**Levels of theory for the 4p3/2 removal energy of 36-electron ions, Kr to Ag11+**

The table holds Koopmans values, ΔSCF relaxation, second-order and TDHF-screened self-energy shifts, and Breit and QED parts from a no-pair Dirac-Coulomb B-spline calculation, with measured, semi-empirical or theoretical table values. The program computes the error of each level and fits relaxation and the remainder (shift less relaxation) to a growing and a saturating form in the effective charge ζ = 4√(K/Ry). On the three measured rows the mean absolute errors are 0.131 eV (Koopmans), 1.025 eV (ΔSCF), 0.078 eV (second order) and 0.028 eV (final). In this variable the remainder is fitted better by the growing form (rms 0.0024 against 0.0153 eV), which shows near-linear growth over these rows but not its cause or limit, while relaxation fits both forms about equally. A cubic through the semi-empirical values gives 151.08 eV at Tc7+ against the tabulated 150, but their scatter of 0.016 eV does not explain differences of up to 0.23 eV from the calculation.

B-spline many-body code 1, no-pair Dirac-Coulomb: removal of a 4p3/2 electron from closed-shell atoms and ions with configuration [Ar] 3d10 4s2 4p6, by Dirac-Hartree-Fock plus a diagonal self-energy. Each self-energy shift is relative to the Koopmans value; the final value is the Koopmans value plus the TDHF-screened shift and the Breit and QED parts.

## Numerical check

```python
# Table: 4p3/2 removal energies (eV), 36-electron sequence, B-spline Dirac-Coulomb code: Koopmans, Delta-SCF,
# second-order and TDHF-screened self-energy shifts, Breit, QED, table values.
# Tested: error of each level; scaling of relaxation and correlation with effective charge; smoothness of references.
T = {
    'ion': ['Kr', 'Rb+', 'Sr2+', 'Zr4+', 'Nb5+', 'Mo6+', 'Tc7+', 'Ru8+', 'Rh9+', 'Pd10+', 'Ag11+'],
    'Z': [36, 37, 38, 40, 41, 42, 43, 44, 45, 46, 47],
    'charge': [0, 1, 2, 4, 5, 6, 7, 8, 9, 10, 11],  # e
    'hole_koopmans_4p32': [13.996, 27.147, 42.636, 79.963, 101.62, 125.2, 150.66, 177.99, 207.15, 238.14, 270.94],  # eV
    'hole_relaxation_delta_scf_4p32': [-0.98492, -0.88088, -0.81611, -0.74035, -0.7169, -0.6991, -0.68535, -0.67461, -0.66613, -0.6594, -0.65405],  # eV
    'hole_shift_second_order_4p32': [0.04302, 0.2292, 0.3549, 0.5272, 0.5924, 0.6491, 0.6997, 0.7454, 0.7874, 0.8264, 0.8629],  # eV
    'hole_shift_tdhf_screened_4p32': [0.03088, 0.1759, 0.2812, 0.4332, 0.4922, 0.5439, 0.59, 0.6318, 0.6702, 0.7057, 0.739],  # eV
    'hole_breit_4p32': [-0.0013808, -0.0057531, -0.011354, -0.026331, -0.035793, -0.046644, -0.058942, -0.072747, -0.08812, -0.10512, -0.12382],  # eV
    'hole_qed_4p32': [0.0020173, 0.0024333, 0.0027494, 0.0031708, 0.0032806, 0.0033169, 0.0032716, 0.0031349, 0.0028965, 0.0025445, 0.0020668],  # eV
    'tab': [13.999605, 27.28954, 42.88353, 80.348, 102.069, 125.638, 150.0, 178.41, 207.51, 238.57, 271.46],  # eV
    'tab_kind': ['measured', 'measured', 'measured', 'semi empirical', 'semi empirical', 'semi empirical', 'tabulated theory', 'semi empirical', 'semi empirical', 'semi empirical', 'semi empirical'],
    'err': [0.028, 0.03, 0.025, 0.025, 0.01, 0.062, 1.199, 0.142, 0.23, 0.177, 0.102],  # eV
}
import numpy as np
from scipy.constants import physical_constants as pc
Ry = pc['Rydberg constant times hc in eV'][0]
g = lambda k: np.array(T[k], float)
ion, kind = T['ion'], np.array(T['tab_kind'])
Z, K, rel = g('Z'), g('hole_koopmans_4p32'), g('hole_relaxation_delta_scf_4p32')
so, td = g('hole_shift_second_order_4p32'), g('hole_shift_tdhf_screened_4p32')
br, qed, tab, err = g('hole_breit_4p32'), g('hole_qed_4p32'), g('tab'), g('err')
fin = tab + err
add = np.abs(K + td + br + qed - fin).max()
print(f"Koopmans+TDHF+Breit+QED vs final: max gap {add:.4f} eV (Koopmans rounded to 0.005 from Nb5+ on)")
eK = err - td - br - qed   # errors built from the last column, good to about 0.001 eV
L = np.array([eK, eK + rel, eK + so, eK + td, err, eK + so + br + qed])
print("level less table, eV: Koopm  dSCF   2nd    TDHF   final  2nd+Br+QED | Koopm %, final %")
for i, s in enumerate(ion):
    print(f"{s:6s}{kind[i][:4]:5s}" + "".join(f"{x:+7.3f}" for x in L[:, i])
          + f" | {100*eK[i]/tab[i]:+.2f} {100*err[i]/tab[i]:+.3f}")
me, se = kind == 'measured', kind == 'semi empirical'
for nm, m in (("measured", me), ("semi-emp.", se)):
    a = np.abs(L[:, m])
    print(f"{nm} mean|max abs: " + " ".join(f"{x:.3f}|{y:.3f}" for x, y in zip(a.mean(1), a.max(1))))
zt = 4*np.sqrt(K/Ry)
cs, ct = so - rel, td - rel
def fit(y, fs):
    A = np.array(fs).T
    p = np.linalg.lstsq(A, y, rcond=None)[0]
    return p, y - A @ p
forms = {"a+b*z+c/z": [zt**0, zt, 1/zt], "a+b/z+c/z^2": [zt**0, 1/zt, 1/zt**2]}
rg, rs = [fit(ct, f)[1] for f in forms.values()]
print("eV: z=4sqrt(K/Ry), 2nd-relax, TDHF-relax, TDHF-2nd, TDHF/2nd, Br+QED | resid of TDHF-relax: growing, saturating")
for i, s in enumerate(ion):
    print(f"{s:6s}{zt[i]:6.2f}{cs[i]:7.3f}{ct[i]:7.3f}{td[i]-so[i]:+7.3f}{td[i]/so[i]:6.2f}"
          f"{br[i]+qed[i]:+7.3f} | {rg[i]:+.4f} {rs[i]:+.4f}")
for nm, y in (("relaxation", rel), ("TDHF-relax", ct)):
    for fn, f in forms.items():
        p, r = fit(y, f)
        j = np.abs(r).argmax()
        print(f"{nm} {fn}: a,b,c {p[0]:+.3f} {p[1]:+.4f} {p[2]:+.3f}; rms {r.std():.4f}, worst {ion[j]} {r[j]:+.4f} eV")
print(f"Kr to Ag11+ change, eV: shift {td[-1]-td[0]:+.3f} = relaxation {rel[-1]-rel[0]:+.3f} + rest {ct[-1]-ct[0]:+.3f}"
      " (shifts rounded to 0.00005)")
# further outputs of the same runs (4p3/2): direct term screened, with hole-particle interaction, pole strength
ix = [ion.index(s) for s in ('Kr', 'Sr2+', 'Mo6+', 'Rh9+', 'Ag11+')]
dr = np.array([0.325511, 0.461143, 0.635862, 0.729791, 0.782851])
hp = np.array([0.0290582, 0.256855, 0.502684, 0.623105, 0.689168])
ps = np.array([0.9269, 0.9584, 0.9751, 0.98, 0.9821])
row = lambda v, f="+.3f": " ".join(format(x, f) for x in v)
print("Kr Sr2+ Mo6+ Rh9+ Ag11+, less table with Breit+QED, eV; direct only:", row(err[ix] - td[ix] + dr))
print("  with hole-particle:", row(err[ix] - td[ix] + hp), "| 1-pole strength:", row(1 - ps, ".3f"))
h = Z >= 40
print("steps Zr4+..Ag11+, final, eV:", row(np.diff(fin[h]), ".2f"))
print("steps Zr4+..Ag11+, table, eV:", row(np.diff(tab[h]), ".2f"))
for nm, y in (("final", fin), ("table", tab)):
    p = np.polyfit(Z[se] - 43, y[se], 3)
    r = y[se] - np.polyval(p, Z[se] - 43)
    print(f"cubic in Z, semi-emp. rows, {nm}: rms {r.std():.3f}, max {np.abs(r).max():.3f}; Tc7+ (left out, theory "
          f"reference) fit {p[-1]:.2f} vs {y[Z == 43][0]:.2f} eV")
nb = np.polyfit(np.log(zt[h]), np.log(-br[h]), 1)[0]
print(f"Breit ~ z^{nb:.2f} (Zr4+ on); first above 0.03 eV at {ion[int(np.argmax(-br > 0.03))]}; "
      f"max QED {qed.max():.4f} eV at {ion[int(qed.argmax())]}")
assert add < 0.007
assert np.all(np.diff(rel) > 0) and np.all(np.diff(ct) > 0) and np.all(td < so)
assert np.all(np.abs(L[4, me]) < np.abs(L[5, me])) and np.all(err[me] > 0)
assert np.all(np.abs(L[1, me | se]) > np.abs(L[0, me | se]))
```

Printed output:

```
Koopmans+TDHF+Breit+QED vs final: max gap 0.0050 eV (Koopmans rounded to 0.005 from Nb5+ on)
level less table, eV: Koopm  dSCF   2nd    TDHF   final  2nd+Br+QED | Koopm %, final %
Kr    meas  -0.004 -0.988 +0.040 +0.027 +0.028 +0.040 | -0.03 +0.200
Rb+   meas  -0.143 -1.023 +0.087 +0.033 +0.030 +0.083 | -0.52 +0.110
Sr2+  meas  -0.248 -1.064 +0.107 +0.034 +0.025 +0.099 | -0.58 +0.058
Zr4+  semi  -0.385 -1.125 +0.142 +0.048 +0.025 +0.119 | -0.48 +0.031
Nb5+  semi  -0.450 -1.167 +0.143 +0.043 +0.010 +0.110 | -0.44 +0.010
Mo6+  semi  -0.439 -1.138 +0.211 +0.105 +0.062 +0.167 | -0.35 +0.049
Tc7+  tabu  +0.665 -0.021 +1.364 +1.255 +1.199 +1.309 | +0.44 +0.799
Ru8+  semi  -0.420 -1.095 +0.325 +0.212 +0.142 +0.256 | -0.24 +0.080
Rh9+  semi  -0.355 -1.021 +0.432 +0.315 +0.230 +0.347 | -0.17 +0.111
Pd10+ semi  -0.426 -1.086 +0.400 +0.280 +0.177 +0.298 | -0.18 +0.074
Ag11+ semi  -0.515 -1.169 +0.348 +0.224 +0.102 +0.226 | -0.19 +0.038
measured mean|max abs: 0.131|0.248 1.025|1.064 0.078|0.107 0.031|0.034 0.028|0.030 0.074|0.099
semi-emp. mean|max abs: 0.427|0.515 1.114|1.169 0.286|0.432 0.175|0.315 0.107|0.230 0.218|0.347
eV: z=4sqrt(K/Ry), 2nd-relax, TDHF-relax, TDHF-2nd, TDHF/2nd, Br+QED | resid of TDHF-relax: growing, saturating
Kr      4.06  1.028  1.016 -0.012  0.72 +0.001 | +0.0027 -0.0103
Rb+     5.65  1.110  1.057 -0.053  0.77 -0.003 | -0.0033 +0.0255
Sr2+    7.08  1.171  1.097 -0.074  0.79 -0.009 | -0.0035 +0.0097
Zr4+    9.70  1.268  1.174 -0.094  0.82 -0.023 | -0.0001 -0.0141
Nb5+   10.93  1.309  1.209 -0.100  0.83 -0.033 | +0.0014 -0.0174
Mo6+   12.13  1.348  1.243 -0.105  0.84 -0.043 | +0.0023 -0.0164
Tc7+   13.31  1.385  1.275 -0.110  0.84 -0.056 | +0.0025 -0.0122
Ru8+   14.47  1.420  1.306 -0.114  0.85 -0.070 | +0.0019 -0.0055
Rh9+   15.61  1.454  1.336 -0.117  0.85 -0.085 | +0.0008 +0.0032
Pd10+  16.73  1.486  1.365 -0.121  0.85 -0.103 | -0.0012 +0.0132
Ag11+  17.85  1.517  1.393 -0.124  0.86 -0.122 | -0.0036 +0.0245
relaxation a+b*z+c/z: a,b,c -0.589 +0.0018 -1.661; rms 0.0045, worst Rb+ -0.0085 eV
relaxation a+b/z+c/z^2: a,b,c -0.529 -2.2327 +1.518; rms 0.0030, worst Ag11+ -0.0050 eV
TDHF-relax a+b*z+c/z: a,b,c +0.917 +0.0270 -0.057; rms 0.0024, worst Ag11+ -0.0036 eV
TDHF-relax a+b/z+c/z^2: a,b,c +1.666 -6.1075 +14.246; rms 0.0153, worst Rb+ +0.0255 eV
Kr to Ag11+ change, eV: shift +0.708 = relaxation +0.331 + rest +0.377 (shifts rounded to 0.00005)
Kr Sr2+ Mo6+ Rh9+ Ag11+, less table with Breit+QED, eV; direct only: +0.323 +0.205 +0.154 +0.290 +0.146
  with hole-particle: +0.026 +0.001 +0.021 +0.183 +0.052 | 1-pole strength: 0.073 0.042 0.025 0.020 0.018
steps Zr4+..Ag11+, final, eV: 21.71 23.62 25.50 27.35 29.19 31.01 32.81
steps Zr4+..Ag11+, table, eV: 21.72 23.57 24.36 28.41 29.10 31.06 32.89
cubic in Z, semi-emp. rows, final: rms 0.003, max 0.005; Tc7+ (left out, theory reference) fit 151.19 vs 151.20 eV
cubic in Z, semi-emp. rows, table: rms 0.016, max 0.030; Tc7+ (left out, theory reference) fit 151.08 vs 150.00 eV
Breit ~ z^2.53 (Zr4+ on); first above 0.03 eV at Nb5+; max QED 0.0033 eV at Mo6+
```
